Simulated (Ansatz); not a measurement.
LiRh: the change of energy above lowest point with volume scale

All results are calculated (Ansatz 0.2.0). Free energy against uniform scaling of the volume at fixed shape and fractions; periodic cell, basis, potentials, k mesh and filling as listed.

The cell before it is scaled or strained (space group P-6m2, No. 187):
```
cell vectors (Å)
   2.6523     0.0000     0.0000
  -1.3262     2.2970     0.0000
   0.0000     0.0000     4.3266
atoms (fractions of the cell vectors)
Li  0.00000  0.00000  0.50000
Rh  0.66667  0.33333  0.00000
```

Settings of every row: functional PBEsol; dispersion none; potentials all-electron LAPW; k mesh 12x12x7; k shift 0x0x0; occupations fermi dirac; smearing width 0.1 eV; spin none.

Limits: coarse k mesh, up to 40 meV an atom off; the cell comes from a prototype or a list of computed structures and needn't be the stable phase.

```
row  volume scale  V (Å³/atom)  energy above lowest point (meV/atom)
  1          0.94       12.389                                     ?
  2          0.97       12.784                                     0
  3             1        13.18                                   2.6
  4          1.03       13.575                                  13.8
  5          1.06        13.97                                  32.1
```

Question: what energy above lowest point should row 1 give?

Worked fit of energy above lowest point. Take u = (V_r/V)^(2/3) − 1 with V_r = 13.377 Å³ an atom, which is twice the finite (Eulerian) strain; such expansions in the strain, on which the Birch-Murnaghan equation of state is built, carry the rest volume and the bulk modulus. The shown rows have u = 0.03069, 0.00994, -0.00975, -0.0285. Least squares give energy above lowest point = 7.21 − 566.4 × u + 10791 × u² meV/atom; a straight line predicts inner rows, each left out in turn, worse (root mean square 6 against 0.097 meV/atom). All shown rows lie on it to the printed digit. Its lowest point lies at u = 0.0262, or V = 12.87 Å³ an atom, and the curvature there gives the bulk modulus at fixed shape and fractions, B = (4/9)(1 + u)² E″(u)/V = 126 GPa. Letting shape and atoms relax would as a rule lower it, by much in layered, chain or molecular crystals. The withheld row has u = 0.05248, so the fit gives 7.21 − 566.4 × (0.05248) + 10791 × (0.05248)² = 7.2 meV/atom.

The calculation gave 7.5 meV/atom. The fit lies 0.3 meV/atom (4 % of the value, 0.93 % of the column's range) below it; its largest miss of a shown row is 0.0 meV/atom. This row lies beyond the range of the fit.
